# The canonical unified model overestimates the energy-resolved two-transition-state rate

## 1. Premises and conventions

**Reaction path.** $s$ is the coordinate along the minimum-energy path. The reaction-path Hamiltonian (Miller, Handy and Adams, 1980) assigns to each $s$ a dividing surface and a set of bound modes. $N(E,J;s)$ is the number of states of these modes with total energy at most $E$ and total angular momentum $J$. It includes electronic and symmetry factors and excludes the $2J+1$ spatial degeneracy. The zero of energy is the ground level of the separated reactants, and $\beta=1/k_BT$.

**Thermal functional.** For any $X(E,J)\ge 0$,
$$\langle X\rangle=\frac{1}{hQ_R(T)}\sum_J(2J+1)\int_{-\infty}^{\infty}X(E,J)\,e^{-\beta E}\,dE .$$
$Q_R$ is the reactant partition function per unit volume of relative translation, so $\langle N\rangle$ is a bimolecular rate coefficient in m$^3$ s$^{-1}$ per molecule. The functional is linear and positive. It is not a probability average, since $\langle 1\rangle$ diverges.

**Three intervals.** The path is cut into an outer interval $I_1$ that extends to separated reactants, a closed well interval $W$, and an inner interval $I_2$. $W$ shares one end point with each neighbour. Define
$$N_1=\min_{s\in I_1}N,\qquad N_2=\min_{s\in I_2}N,\qquad N_m=\max_{s\in W}N,\qquad k_i=\langle N_i\rangle .$$
Because of the shared end points, $N_m\ge\max(N_1,N_2)$. Because $I_1$ reaches the asymptote, $N_1=0$ for $E<0$. $N_2$ may be positive there if the inner barrier is submerged.

**Dynamical premises.**

- (P1) $E$ and $J$ are conserved while the system is in the well: no collisions act on the complex.
- (P2) Successive passages through the well are uncorrelated.
- (P3) A trajectory that leaves through surface 1 or 2 does not return; the product is stabilised.
- (P4) $0<k_1,k_2<\infty$.

## 2. The two models

**Microcanonical unified statistical model** (Miller, 1976). In a microcanonical ensemble the one-way flux through a surface is $N/h$ per unit energy. Every forward crossing of surface 2 follows a forward crossing of the middle surface $m$, so the fraction of forward crossings of $m$ that escape through 2 is $P_2=N_2/N_m$. Likewise $P_1=N_1/N_m$ for backward crossings. By (P2) these fractions act as independent probabilities. A trajectory that enters through 1 reacts after $j$ round trips with probability $P_2[(1-P_2)(1-P_1)]^j$. The geometric series gives
$$N_{\rm US}=\frac{N_1P_2}{P_1+P_2-P_1P_2},\qquad \frac1{N_{\rm US}}=\frac1{N_1}+\frac1{N_2}-\frac1{N_m},$$
with $N_{\rm US}=0$ where $N_1$ or $N_2$ vanishes. The resolved rate is $k_{\rm US}=\langle N_{\rm US}\rangle$.

**Canonical unified statistical model** (CUS; Garrett and Truhlar, 1982). The same combination is applied after thermal averaging:
$$\frac1{k_{\rm CUS}}=\frac1{k_1}+\frac1{k_2}-\frac1{k_m}.$$
For now the $k_i$ are the averages $\langle N_i\rangle$; Section 5 treats canonically optimised surfaces.

**Deep-well limit.** Let $N_m\gg N_1N_2/(N_1+N_2)$ at all relevant $E,J$. With
$$f(x,y)=\frac{xy}{x+y},\qquad f(0,0)=0,$$
the two models become
$$k_{EJ}=\langle f(N_1,N_2)\rangle,\qquad k^\infty_{\rm CUS}=f(k_1,k_2).$$
They differ only in the order of averaging and combining.

## 3. The inequality

**Properties of $f$** on $x,y\ge0$, with $S=x+y$.

1. Homogeneity: $f(tx,ty)=t f(x,y)$ for $t\ge0$.
2. Monotonicity: $\partial_xf=y^2/S^2\ge0$ and $\partial_yf=x^2/S^2\ge0$.
3. Concavity: the Hessian is
$$\nabla^2 f=-\frac{2}{S^3}\begin{pmatrix}y^2&-xy\\-xy&x^2\end{pmatrix},$$
so $(u,w)\,\nabla^2f\,(u,w)^{T}=-2(yu-xw)^2/S^3\le0$. The form vanishes only for $(u,w)\propto(x,y)$, along a ray of fixed ratio $x/y$.

Concavity alone would call for Jensen's inequality, which needs a normalised weight. Homogeneity removes that need: the tangent planes of a function homogeneous of degree one pass through the origin, so no constant term has to be averaged.

**Tangent-plane identity.** For any real $\lambda$ and $S>0$, set $x=pS$, $y=(1-p)S$. Then $f=Sp(1-p)$ and
$$\lambda^2x+(1-\lambda)^2y-f=S\left[\lambda^2-2\lambda(1-p)+(1-p)^2\right]=S\,[\lambda-(1-p)]^2 .$$
The middle form follows from $\lambda^2p+(1-2\lambda+\lambda^2)(1-p)-p(1-p)=\lambda^2-2\lambda(1-p)+(1-p)(1-p)$.

**Averaging.** Put $x=N_1(E,J)$, $y=N_2(E,J)$, so that $p=N_1/(N_1+N_2)$ wherever $S>0$; points with $S=0$ contribute nothing. Apply $\langle\cdot\rangle$ with $\lambda$ constant:
$$\lambda^2k_1+(1-\lambda)^2k_2-k_{EJ}=\langle S\,[\lambda-(1-p)]^2\rangle .$$
Choose $\lambda=1-\bar p$ with $\bar p=k_1/(k_1+k_2)$. The first two terms give
$$\frac{k_2^2k_1+k_1^2k_2}{(k_1+k_2)^2}=\frac{k_1k_2}{k_1+k_2}=k^\infty_{\rm CUS}.$$
Define the probability measure $\mu$ by $\mathbb E_\mu[g]=\langle Sg\rangle/\langle S\rangle$, with $\langle S\rangle=k_1+k_2$ finite by (P4). Then $\mathbb E_\mu[p]=\langle N_1\rangle/\langle S\rangle=\bar p$, and the right side is a variance:
$$\boxed{\,k^\infty_{\rm CUS}-k_{EJ}=(k_1+k_2)\,\mathrm{Var}_\mu(p)\ \ge\ 0\,}$$
Since $k^\infty_{\rm CUS}=(k_1+k_2)\,\bar p(1-\bar p)$, the relative form is
$$\frac{k_{EJ}}{k^\infty_{\rm CUS}}=1-\frac{\mathrm{Var}_\mu(p)}{\bar p(1-\bar p)} .$$

**Equality.** The variance is zero if and only if $p=\bar p$ on the set where $N_1+N_2>0$, apart from energies of measure zero. By (P4) $0<\bar p<1$, so the condition reads $N_1/N_2=k_1/k_2$, independent of $E$ and $J$. In particular the two surfaces must open at the same threshold for every $J$. The condition does not involve $T$: the weight $e^{-\beta E}$ is positive everywhere, so equality at one temperature implies equality at all temperatures where (P4) holds.

**Opposite extreme.** $0\le p\le1$ gives $\mathrm{Var}_\mu(p)\le\bar p(1-\bar p)$, reached when $p$ takes only the values 0 and 1. The ratio $k^\infty_{\rm CUS}/k_{EJ}$ therefore has no universal upper bound.

**Submerged barrier.** For $E<0$, $p=0$. Let $k_2^+=\langle N_2\,\Theta(E)\rangle$ be the inner rate truncated at the asymptote ($\Theta$ is the unit step). Keeping only $E<0$ in $\langle S(p-\bar p)^2\rangle$ gives
$$k^\infty_{\rm CUS}-k_{EJ}\ \ge\ (k_2-k_2^+)\,\bar p^{\,2}>0 .$$
A submerged barrier excludes equality. CUS credits the inner surface with flux at energies that the reactants cannot supply.

## 4. Ladder of resolutions

The proof used only linearity and positivity, so it holds for any partial sum.

- At fixed $E$, apply it to $\sum_J(2J+1)$. With $\bar N_i(E)=\sum_J(2J+1)N_i(E,J)$ one has $\sum_J(2J+1)f(N_1,N_2)\le f(\bar N_1,\bar N_2)$. Integration gives $k_{EJ}\le k_E$, where $k_E=(hQ_R)^{-1}\int f(\bar N_1,\bar N_2)\,e^{-\beta E}dE$ is the energy-resolved rate.
- The integrand of $k_E$ vanishes for $E<0$. Apply the result to the integral over $E>0$: $k_E\le f(k_1,k_2^+)\equiv k^+_{\rm CUS}$.
- Monotonicity and $k_2^+\le k_2$ give $k^+_{\rm CUS}\le k^\infty_{\rm CUS}$.

Hence
$$k_{EJ}\le k_E\le k^+_{\rm CUS}\le k^\infty_{\rm CUS}.$$
The boxed identity holds for $k_E$ as well, with $p$ built from $\bar N_1$ and $\bar N_2$.

## 5. Canonically optimised surfaces

In canonical variational theory one surface serves all energies. For every $s\in I_i$, $N(E,J;s)\ge N_i(E,J)$, so
$$k_i^{\rm CVT}=\min_{s\in I_i}\langle N(s)\rangle\ \ge\ \langle N_i\rangle=k_i .$$
For every $s\in W$, $N(E,J;s)\le N_m$, so $\max_{s\in W}\langle N(s)\rangle\le k_m$. The CUS expression increases with $k_1$ and $k_2$ and decreases with $k_m$. All three replacements raise it, so an overestimate found with the averaged $N_i$ persists with canonical surfaces.

## 6. Finite well depth

**The theorem can fail.** With $H=f(N_1,N_2)$, $N_{\rm US}=HN_m/(N_m-H)$. Its second derivative in $N_m$ is $2H^2/(N_m-H)^3>0$. The function is still homogeneous but is convex in $N_m$, hence not concave. Counterexample: two cells of weight $1/2$, $N_1=N_2=1$ in both, $N_m=1$ and 3. Then $N_{\rm US}=1$ and $3/5$, with average 0.80, while CUS gives $1/(2-1/2)=0.67$. Here CUS lies below.

**A bound free of $N_m$.** $N_{\rm US}$ decreases with $N_m$, and at the smallest allowed value $N_m=\max(N_1,N_2)$ it equals $\min(N_1,N_2)$. Also $\sum_J(2J+1)\min(N_1,N_2)\le\min(\bar N_1,\bar N_2)$. Therefore
$$k_{EJ}\le k_{\rm US}\le k_{\min}\equiv\frac{1}{hQ_R}\int\min(\bar N_1,\bar N_2)\,e^{-\beta E}dE .$$
On the canonical side $k_{\rm CUS}\ge k^\infty_{\rm CUS}$. So
$$\frac{k_{\rm CUS}}{k_{\rm US}}\ \ge\ \frac{k^\infty_{\rm CUS}}{k_{\min}},$$
and the overestimate survives for any well depth whenever $k^\infty_{\rm CUS}>k_{\min}$.

## 7. What the canonical formula describes

Drop (P1) and let collisions thermalise the complex C. With $K=[{\rm C}]/[{\rm A}][{\rm B}]$ at equilibrium, detailed balance gives first-order rate coefficients $k_1/K$ back to reactants and $k_2/K$ on to products. The steady state of C yields $k=k_1\,(k_2/K)/(k_1/K+k_2/K)=f(k_1,k_2)$, with the untruncated $k_2$. Thus $k^\infty_{\rm CUS}$ is the rate for a thermalised complex and $k_{EJ}$ the rate for a collisionless one. The inequality orders these two limits. "Overestimate" refers to conditions where (P1) holds.

## 8. Range of validity

- The identity and the ladder are exact statements about the two formulas for $N_m\to\infty$ and any non-negative $N_1$, $N_2$. Anharmonic counts are allowed, and so is a cumulative transmission $N_2$ that includes tunnelling.
- For finite $N_m$ the sign is guaranteed only by a test such as that of Section 6.
- The resolved formula is the physical one if the collision frequency times the lifetime of the complex is much less than one, while the final adduct is still stabilised (P3). The lifetime grows on cooling, so the first condition is hardest to meet in cold, dense gas.
- (P2) fails if trajectories cross a shallow well directly. The inequality then still compares two formulas, neither of which need be accurate.
- Further conserved or adiabatic quantum numbers add rungs below $k_{EJ}$ by the argument of Section 4.
- The gap is small when one surface limits the flux at all thermally populated energies, and large when the limiting surface changes within the populated range.

## 9. Illustration: OH + C$_2$H$_4$, 10 to 600 K

The addition passes a long-range outer bottleneck, a weakly bound complex, and an inner saddle point below the reactants. Greenwald, North, Georgievskii and Klippenstein (2005) treated it with a two-transition-state model resolved in $E$ and $J$. The power-law model below is resolved in $E$ only.

**Reactants.** Relative translation and classical rotation of C$_2$H$_4$ each give $T^{3/2}$. OH is treated in two limits. *Frozen*: only the ground level, of typical degeneracy 8; the first excited level lies typically near $k_B\times120$ K. *Classical*: $q_{\rm OH}=8\,T/T^*$ with assumed $T^*=60$ K, which gives 40 at 300 K, a typical size. So $Q_R\propto T^n$ with $n=3$ or 4, and the two forms coincide at $T^*$. Vibrations stay in their ground levels.

**Outer surface.** Assume isotropic attraction $-C_6/R^6$. A trajectory of collision energy $\epsilon$ and impact parameter $b$ reaches distance $R$ if $b^2\le R^2(1+C_6/\epsilon R^6)$. The minimum over $R$ lies at $R^6=2C_6/\epsilon$ and gives $b_{\max}^2=\tfrac32(2C_6/\epsilon)^{1/3}$. Cross section times speed scales as $\epsilon^{1/6}$, so $k_1=\kappa_1\tau^{1/6}$ with $\tau=T/300$ K. Since $\int_0^\infty E^ae^{-\beta E}dE=\Gamma(a+1)(k_BT)^{a+1}$ must scale as $Q_Rk_1\propto T^{n+1/6}$, uniqueness of the Laplace transform gives $\bar N_1\propto E^a$ with $a=n-5/6$, that is 13/6 or 19/6.

**Inner surface.** Three overall rotations contribute $3/2$ to the exponent of the sum of states. Two soft transitional modes, taken as classical oscillators, contribute 1 each; the other modes stay in their ground levels. So $\bar N_2\propto(E+V)^{7/2}$ for $E>-V$, where $V$ leaves out the zero-point energy of the two soft modes.

**Working form.** With $x=\beta E$, $v=\beta V$ and $n_i=k_BT\,\bar N_i/hQ_R$,
$$n_1=\frac{\kappa_1\tau^{1/6}x^a}{\Gamma(a+1)},\qquad n_2=\frac{\gamma\,\kappa_2\tau^{1/2}(x+v)^{7/2}}{\Gamma(9/2)},$$
where $\gamma=1$ for classical OH ($T^{9/2}/T^4$) and $\gamma=T/T^*$ for frozen OH (same $\bar N_2$, with $Q_R$ multiplied by $T^*/T$). Then
$$k_2=\gamma\kappa_2\tau^{1/2}e^{v},\qquad k_2^+=k_2\,\frac{\Gamma(9/2,v)}{\Gamma(9/2)},\qquad k_E=\int_0^\infty\frac{n_1n_2}{n_1+n_2}\,e^{-x}dx,$$
with $\Gamma(s,v)$ the upper incomplete gamma function.

**Assumed inputs.** $\kappa_1=5.0\times10^{-16}$ m$^3$ s$^{-1}$, a typical capture rate; $V=k_B\times550$ K (4.57 kJ mol$^{-1}$); $\kappa_2=1.5\times10^{-18}$ m$^3$ s$^{-1}$, chosen so that $k_E$ at 300 K has the typical high-pressure size of about $8\times10^{-18}$ m$^3$ s$^{-1}$. The 300 K value is therefore no test of the model.

The ratio $n_1/n_2$ depends on $E$ alone. It passes through one at $E_\times=k_B\times66$ K (frozen) or $k_B\times97$ K (classical); in the thermally populated range the outer surface limits below $E_\times$ and the inner above.

The model's rate coefficients, in $10^{-17}$ m$^3$ s$^{-1}$, by quadrature:

| $T$/K | OH | $k_1$ | $k_2$ | $k_2^+$ | $k_E$ | $k^+_{\rm CUS}/k_E$ | $k^\infty_{\rm CUS}/k_E$ | $k^\infty_{\rm CUS}/k_{\min}$ |
|---|---|---|---|---|---|---|---|---|
| 10 | frozen | 28 | $3.5\times10^{21}$ | $5.2\times10^{2}$ | 23 | 1.19 | 1.25 | 1.01 |
| 30 | frozen | 34 | $2.2\times10^{6}$ | 66 | 15 | 1.5 | 2.3 | 1.5 |
| 60 | frozen | 38 | $6.4\times10^{2}$ | 20 | 9.0 | 1.5 | 4.0 | 2.9 |
| 60 | classical | 38 | $6.4\times10^{2}$ | 20 | 6.7 | 2.0 | 5.4 | 3.9 |
| 100 | classical | 42 | 21 | 5.8 | 3.3 | 1.6 | 4.3 | 3.5 |
| 300 | classical | 50 | 0.94 | 0.87 | 0.81 | 1.06 | 1.14 | 1.09 |
| 600 | classical | 56 | 0.53 | 0.53 | 0.52 | 1.01 | 1.01 | 1.00 |

Ratios are formed from unrounded rates; a third figure is kept only where the ratio is near one.

**The identity at 100 K.** $\bar p=0.66$, $\bar p(1-\bar p)=0.22$ and $\mathrm{Var}_\mu(p)=0.17$. With $k_1+k_2=63$ this gives $k^\infty_{\rm CUS}=14$ and a gap of 11 in table units. A fraction 0.72 of $k_2$ comes from $E<0$, and the bound $(k_2-k_2^+)\bar p^{\,2}=6.7$ accounts for more than half of the gap.

**Reading the table.**

- At 10 K most of the flux-weighted population lies below $E_\times$, $k_E$ approaches $k_1$ and the gap is modest. At 600 K nearly all of it lies above $E_\times$, the submerged window is thermally narrow and the gap is about one per cent. The largest tabulated factors, 4 to 5, occur at 60 to 100 K.
- Truncating $k_2$ at the asymptote removes much of the excess but leaves up to a factor 2, which comes from the variation of $\bar N_1/\bar N_2$ at $E>0$.
- $J$ resolution can only lower $k_E$, so in the deep-well limit the tabulated ratios are lower bounds on the ratios to $k_{EJ}$.

**Size of the neglected terms.**

- Well depth. The complex is weakly bound, so $N_m\to\infty$ is an assumption. The last column bounds its effect. From 30 to 300 K the overestimate persists for any $N_m$. At 10 K the guaranteed excess falls to one per cent and at 600 K it nearly vanishes, so there the finite-$N_m$ term can be about as large as the deep-well gap.
- OH levels. The two 60 K rows give the spread, 4.0 against 5.4.
- Soft modes. For an assumed vibrational temperature of 200 K, the quantum-to-classical ratio of partition functions at 100 K is $(u/2)/\sinh(u/2)=0.85$ per mode at $u=2$, or 0.72 for two. This lowers $k^\infty_{\rm CUS}$ from 14 to 11, still well above the tabulated $k_E$.
- Rotation of C$_2$H$_4$. Its largest rotational constant is typically about $k_B\times7$ K, so classical rotation is marginal at 10 K and that row is indicative only.

As typical knowledge, the high-pressure addition rate coefficient rises from room temperature to several $10^{-17}$ m$^3$ s$^{-1}$ near 100 K and a few $10^{-16}$ m$^3$ s$^{-1}$ near 10 K; at 100 K and below, the model's $k_E$ probably runs low, by up to about 40 per cent, and it omits the dipole–quadrupole attraction between OH and C$_2$H$_4$. A shift of that size is small beside the model's factor of 4 to 5 between $k^\infty_{\rm CUS}$ and $k_E$ at 60 to 100 K.